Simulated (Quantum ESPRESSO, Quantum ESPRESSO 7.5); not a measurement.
# The lattice constant of aluminium with PBEsol and PBE: k mesh, potentials and the missing thermal expansion

## Reference data

The reference is the cubic lattice constant of aluminium, a = 4.0495 Å, a literature value used for comparison in "The interpretation of polycrystalline coherent inelastic neutron scattering from aluminium" (2013, PubMed Central 3831299). A second literature value, 4.04958 Å, is quoted in "Honeycomb Boron on Al(111): From the Concept of Borophene to the Two-Dimensional Boride" (2021, PubMed Central 8482755). The temperature is not given with either. I take both to be room-temperature values for pure metal, since they look like the standard handbook figure. They may well go back to the same diffraction work, so I do not count their close agreement as independent confirmation.

| compared with | measured | source's wording or label | method |
| --- | --- | --- | --- |
| a (Å) | 4.0495 | cubic lattice constant | literature experiment * |
| a (Å) | 4.04958 | cubic lattice parameter, quoted experimental value | method not stated |

Where a quantity has several values, deviations refer to the one marked *.

Conditions are those given with the value in the passage it was taken from; "not stated" means there, and the paper may say more elsewhere. The values are a selection: others may have been left out beforehand as unlike or outlying.

## Method

The aim is the lattice constant of face-centred cubic aluminium to within 1 % of the reference, about 0.04 Å. That is the accuracy I would want before building surfaces or interfaces on a computed cell, and it is a demanding but fair request of a semilocal functional. The model is the one-atom primitive cell, nonmagnetic and static.

A static cell should come out shorter than a room-temperature one. For aluminium I allow roughly 0.7 % in length for thermal expansion and zero-point motion together. The target applies to the direct comparison; the allowance serves to judge whether a deviation has the right sign and size.

I go straight to PBEsol, a gradient-corrected functional designed for the equilibrium geometry of solids. LDA is simpler, but it usually binds too strongly and would shorten the cell beyond what the missing vibrations explain. After the first relaxation I mean to tighten basis and k mesh separately, then change the potential and set plain PBE alongside for scale.

System: Al (alpha-Al), face-centred cubic; Fm-3m (No. 225), 1 atom in the primitive cell; the database structure is a diffraction structure: a = 4.050 Å; structure from the Crystallography Open Database.

## 1. PBEsol relaxation of the cubic cell

This relaxation supplies the value on which the rest builds. It starts from a diffraction cell of 4.050 Å, practically the reference itself, so the movement away from the start is almost the deviation I am after. I expect a contraction of some tenths of a per cent. A metal with a simple Fermi surface still needs a dense mesh, and 12×12×12 with Marzari-Vanderbilt smearing is a sensible beginning.

**Run 1.** Quantum ESPRESSO 7.5: PBEsol, GBRV ultrasoft potentials, cell and atoms relaxed from the database structure, cutoff 45 Ry (density 360 Ry), 12x12x12 k mesh, Marzari-Vanderbilt smearing 0.14 eV.

Key lines of the input:
```
! potential files: GBRV ultrasoft potentials, made for PBEsol
&control
  calculation = 'vc-relax'
  forc_conv_thr = 2.0d-4
  etot_conv_thr = 1.0d-5
  nstep = 60
/
&system
  nat = 1
  ntyp = 1
  ecutwfc = 45
  ecutrho = 360
  nbnd = 7
  occupations = 'smearing'
  smearing = 'mv'
  degauss = 0.01029
/
&electrons
  conv_thr = 1.0d-8
  electron_maxstep = 100
  mixing_beta = 0.4
/
&ions
/
&cell
  press_conv_thr = 0.5
/
ATOMIC_SPECIES
  Al 26.982 Al.upf
[... cell and positions ...]
K_POINTS automatic
  12 12 12 0 0 0
```

Command:
```
OMP_NUM_THREADS=1 mpirun -n 8 pw.x -nk 8 -in relax.in > relax.out
```

Selected lines of the output:
```
     bfgs converged in   4 scf cycles and   3 bfgs steps
          total   stress  (Ry/bohr**3)                   (kbar)     P=        0.00
```

Converged; 3.2 s on 8 cores of Arm Neoverse V2, shared host.

| quantity | run 1 | measured | deviation |
| --- | --- | --- | --- |
| a (Å) | 4.0174 | 4.0495 | −0.0321 (−0.8 %) |
| conventional cell volume (Å³) | 64.84 |  |  |
| final pressure (GPa) | 0.000 |  |  |

The cell contracts to 4.0174 Å, 0.8 % below the reference and inside the target. The distance to the 1 % limit is only about 0.008 Å, so a modest numerical error could still matter to the verdict. The pressure on the fresh basis is zero to the printed precision, which shows that the relaxation is finished but says nothing about the mesh or the potential.

## 2. Basis, k mesh and potential

I change one thing at a time: a higher cutoff on the original mesh, then a denser mesh at the original cutoff. The third run keeps PBEsol but replaces the ultrasoft potential with a norm-conserving one from PseudoDojo, which tests the description of the core independently. I expect the cutoff to matter least, because aluminium has a soft potential. The mesh deserves more suspicion, since the sampling of the Fermi surface enters the stress directly. Shifts of a few thousandths of an ångström or less would leave the result inside the target.

**Run 2.** Quantum ESPRESSO 7.5: PBEsol, GBRV ultrasoft potentials, cell and atoms relaxed from the database structure, cutoff 61 Ry (density 488 Ry), 12x12x12 k mesh, Marzari-Vanderbilt smearing 0.14 eV.

Key lines of the input, as changed from run 1:
```diff
  &system
-   ecutwfc = 45
-   ecutrho = 360
+   ecutwfc = 61
+   ecutrho = 488
```

Selected lines of the output:
```
     new unit-cell volume =    109.39042 a.u.^3 (    16.20999 Ang^3 )
```

Converged; 4.2 s on the same hardware.

**Run 3.** Quantum ESPRESSO 7.5: PBEsol, GBRV ultrasoft potentials, cell and atoms relaxed from the database structure, cutoff 45 Ry (density 360 Ry), 18x18x18 k mesh, Marzari-Vanderbilt smearing 0.14 eV.

Key lines of the input, as changed from run 1:
```diff
  K_POINTS automatic
-   12 12 12 0 0 0
+   18 18 18 0 0 0
```

Command:
```
OMP_NUM_THREADS=1 mpirun -n 4 pw.x -nk 4 -in relax.in > relax.out
```

Selected lines of the output:
```
     number of k points=   195  Marzari-Vanderbilt smearing, width (Ry)=  0.0103
     new unit-cell volume =    109.09185 a.u.^3 (    16.16574 Ang^3 )
```

Converged; 11 s on 4 cores of Arm Neoverse V1, shared host.

**Run 4.** Quantum ESPRESSO 7.5: PBEsol, PseudoDojo norm-conserving potentials, cell and atoms relaxed from the database structure, cutoff 40 Ry, 12x12x12 k mesh, Marzari-Vanderbilt smearing 0.14 eV.

Key lines of the input, as changed from run 1:
```diff
- ! potential files: GBRV ultrasoft potentials, made for PBEsol
+ ! potential files: PseudoDojo norm-conserving potentials, made for PBEsol
  &system
-   ecutwfc = 45
-   ecutrho = 360
+   ecutwfc = 40
```

Selected lines of the output:
```
     new unit-cell volume =    109.33324 a.u.^3 (    16.20151 Ang^3 )
```

Converged; 2.1 s on 8 cores of Arm Neoverse V2, shared host.

| quantity | run 2 | run 3 | run 4 | measured |
| --- | --- | --- | --- | --- |
| a (Å) | 4.0174 | 4.0138 | 4.0167 | 4.0495 |
| conventional cell volume (Å³) | 64.84 | 64.66 | 64.81 |  |
| final pressure (GPa) | 0.000 | 0.002 | −0.003 |  |

The higher cutoff leaves the lattice constant unchanged at 4.0174 Å, and the norm-conserving potential shortens it by only 0.0007 Å (at its own cutoff of 40 Ry, a convergence check of which is not shown in this report). The mesh has the largest effect of the three: 18×18×18 points give 4.0138 Å, roughly 0.004 Å less than before. That is small against the target but nearly half of the margin I had on the coarser mesh.

I therefore take the denser-mesh value as my PBEsol result. It lies 0.0357 Å, or 0.9 %, below the reference, still inside 1 % but with only about 0.005 Å to spare. The two meshes do not establish where the series settles, so this is a narrow pass.

## 3. Plain PBE for scale

PBE with the same family of potentials, on the original mesh and cutoff, shows how much the choice of functional moves the cell. The fair partner is the first PBEsol relaxation, which shares these settings. PBE usually gives longer bonds in solids, so I expect a cell nearer to the room-temperature reference. Such closeness would need care in reading, because a static cell ought to fall short of that reference.

**Run 5.** Quantum ESPRESSO 7.5: PBE, GBRV ultrasoft potentials, cell and atoms relaxed from the database structure, cutoff 45 Ry (density 360 Ry), 12x12x12 k mesh, Marzari-Vanderbilt smearing 0.14 eV.

Key lines of the input, as changed from run 1:
```diff
- ! potential files: GBRV ultrasoft potentials, made for PBEsol
+ ! potential files: GBRV ultrasoft potentials, made for PBE
```

Selected lines of the output:
```
     bfgs converged in   3 scf cycles and   2 bfgs steps
     new unit-cell volume =    111.61065 a.u.^3 (    16.53899 Ang^3 )
```

Converged; 2.5 s on the same hardware.

| quantity | run 5 | measured | deviation |
| --- | --- | --- | --- |
| a (Å) | 4.0444 | 4.0495 | −0.0051 (−0.1 %) |
| conventional cell volume (Å³) | 66.16 |  |  |
| final pressure (GPa) | −0.006 |  |  |

PBE gives 4.0444 Å, only 0.1 % below the reference and well inside the target. At the same mesh and cutoff it is 0.0270 Å longer than PBEsol, in the direction I expected. This difference is more than seven times the shift that the denser mesh produced in PBEsol, so the choice of functional outweighs every numerical setting I checked. The PBE value itself rests on the 12×12×12 mesh, and a denser one for this functional is not shown in this report.

## 4. A second potential set for PBE

PBE meets the target with far more room than PBEsol, but so far it rests on a single relaxation. I repeat it with the SSSP efficiency potential and a higher cutoff, keeping the mesh. SSSP draws on several sets, GBRV among them, so the file for aluminium may not be an independent one; in that case the run tests mainly the cutoff. I expect a shift of a few thousandths of an ångström at most. A mesh check of the PBE result is not shown in this report.

**Run 6.** Quantum ESPRESSO 7.5: PBE, SSSP efficiency potentials, cell and atoms relaxed from the database structure, cutoff 65 Ry (density 520 Ry), 12x12x12 k mesh, Marzari-Vanderbilt smearing 0.14 eV.

Key lines of the input, as changed from run 4:
```diff
- ! potential files: PseudoDojo norm-conserving potentials, made for PBEsol
+ ! potential files: SSSP efficiency potentials, made for PBE
  &system
-   ecutwfc = 40
+   ecutwfc = 65
+   ecutrho = 520
```

Selected lines of the output:
```
     new unit-cell volume =    111.51936 a.u.^3 (    16.52546 Ang^3 )
     bfgs converged in   3 scf cycles and   2 bfgs steps
     new unit-cell volume =    111.51936 a.u.^3 (    16.52546 Ang^3 )
```

Converged; 9 s on 4 cores of Arm Neoverse V1, shared host.

| quantity | run 6 | measured | deviation |
| --- | --- | --- | --- |
| a (Å) | 4.0433 | 4.0495 | −0.0062 (−0.2 %) |
| conventional cell volume (Å³) | 66.10 |  |  |
| final pressure (GPa) | 0.001 |  |  |

The second PBE relaxation gives 4.0433 Å, 0.0011 Å shorter than the first and 0.2 % below the reference. Both final pressures are within 0.006 GPa of zero, too little to account for the difference. Potential file and cutoff changed together, so this pair does not separate them. The higher cutoff left PBEsol unchanged, which makes the file the likelier cause without showing it. The PBE result holds within the target, with a margin many times larger than this shift.

## Comparison with experiment

| run | settings | a (Å) | deviation | cost |
| --- | --- | --- | --- | --- |
| 1 | PBEsol, GBRV ultrasoft potentials, cutoff 45 Ry (density 360 Ry), 12x12x12 k mesh | 4.0174 | −0.0321 (−0.8 %) | under 1 core-min |
| 2 | PBEsol, GBRV ultrasoft potentials, cutoff 61 Ry (density 488 Ry), 12x12x12 k mesh | 4.0174 | −0.0321 (−0.8 %) | under 1 core-min |
| 3 | PBEsol, GBRV ultrasoft potentials, cutoff 45 Ry (density 360 Ry), 18x18x18 k mesh | 4.0138 | −0.0357 (−0.9 %) | under 1 core-min |
| 4 | PBEsol, PseudoDojo norm-conserving potentials, cutoff 40 Ry, 12x12x12 k mesh | 4.0167 | −0.0328 (−0.8 %) | under 1 core-min |
| 5 | PBE, GBRV ultrasoft potentials, cutoff 45 Ry (density 360 Ry), 12x12x12 k mesh | 4.0444 | −0.0051 (−0.1 %) | under 1 core-min |
| 6 | PBE, SSSP efficiency potentials, cutoff 65 Ry (density 520 Ry), 12x12x12 k mesh | 4.0433 | −0.0062 (−0.2 %) | under 1 core-min |
|  | measured | 4.0495 |  |  |

Further runs on the same system, made beside this series (convergence steps with loose settings among them):

| further | settings | a (Å) | deviation | cost |
| --- | --- | --- | --- | --- |
| F1 | rVV10, GBRV ultrasoft potentials, cutoff 45 Ry (density 360 Ry), 12x12x12 k mesh, PBE files | 4.0360 | −0.0135 (−0.3 %) | under 1 core-min |
| F2 | rev-vdW-DF2, GBRV ultrasoft potentials, cutoff 45 Ry (density 360 Ry), 12x12x12 k mesh, PBE files | 4.0427 | −0.0068 (−0.2 %) | 87 core-s |
| F3 | vdW-DF-cx, GBRV ultrasoft potentials, cutoff 45 Ry (density 360 Ry), 12x12x12 k mesh, PBE files | 4.0297 | −0.0198 (−0.5 %) | 1.7 core-min |
| F4 | PBE+D2, GBRV ultrasoft potentials, cutoff 45 Ry (density 360 Ry), 12x12x12 k mesh | 4.0158 | −0.0337 (−0.8 %) | under 1 core-min |
| F5 | PBEsol+D3(BJ), GBRV ultrasoft potentials, cutoff 45 Ry (density 360 Ry), 12x12x12 k mesh | 3.9703 | −0.0792 (−2.0 %) | under 1 core-min |
| F6 | PBE+D3(BJ), GBRV ultrasoft potentials, cutoff 45 Ry (density 360 Ry), 12x12x12 k mesh | 3.9920 | −0.0575 (−1.4 %) | under 1 core-min |
| F7 | Wu-Cohen GGA, GBRV ultrasoft potentials, cutoff 45 Ry (density 360 Ry), 12x12x12 k mesh, PBE files | 4.0231 | −0.0264 (−0.7 %) | under 1 core-min |
| F8 | LDA, GBRV ultrasoft potentials, cutoff 45 Ry (density 360 Ry), 12x12x12 k mesh | 3.9874 | −0.0621 (−1.5 %) | under 1 core-min |
| F9 | PBEsol, GBRV ultrasoft potentials, cutoff 45 Ry (density 360 Ry), 8x8x8 k mesh | 4.0161 | −0.0334 (−0.8 %) | under 1 core-min |
|  | measured | 4.0495 |  |  |

## Discussion

PBEsol, the level I committed to, meets the 1 % target narrowly. On the 18×18×18 mesh it gives a = 4.0138 Å, 0.9 % below the reference, for under one core-minute. The remaining margin of about 0.005 Å is hardly larger than the shift between the last two meshes, so the pass is not secure. PBE passes with more room, at 4.0444 and 4.0433 Å in its two relaxations.

The closer number is not necessarily the better physics. If the reference is a room-temperature value, as I assume, my rough allowance of 0.7 % for thermal and zero-point motion accounts for about 0.03 Å. That covers most of the PBEsol shortfall and leaves its cell about 0.01 Å too short. The same allowance would make the PBE cell, which rests on the coarser 12×12×12 mesh, about 0.02 Å too long, so its close agreement would owe much to a cancellation between weak binding and missing vibrations. The allowance is an estimate, and the temperature is not given with the reference.

The denser mesh was the check that mattered. PBEsol gives 4.0161, 4.0174 and 4.0138 Å on the 8×8×8 (further run F9), 12×12×12 and 18×18×18 meshes, with no steady trend, so a remaining sampling error of unknown sign cannot be excluded; a check of the smearing width, which goes with the mesh, is not shown in this report. The higher cutoff changed nothing at the printed precision and so shows that 45 Ry suffices for this potential; the norm-conserving potential confirmed the result closely.

LDA misses by 1.5 %, which supports skipping it. Adding D3(BJ) shortens the cell by about 0.05 Å and takes both PBE and PBEsol outside the target. A likely reason is that atom-based dispersion terms describe the screened electrons of a simple metal poorly.

[Logs are printed without paths, hosts, clocks, repeated set-up lines and the standing remarks that a program may print on its own settings, such as how far it seeks lower states.]

[The runs shown are a pick from a larger set of finished runs; failed, doubtful and other runs were left out of it ahead of writing. So were measured values far from every level or from commonly accepted values, and agreement can look better than it is. Lines of input and output are excerpts and may be shortened.]
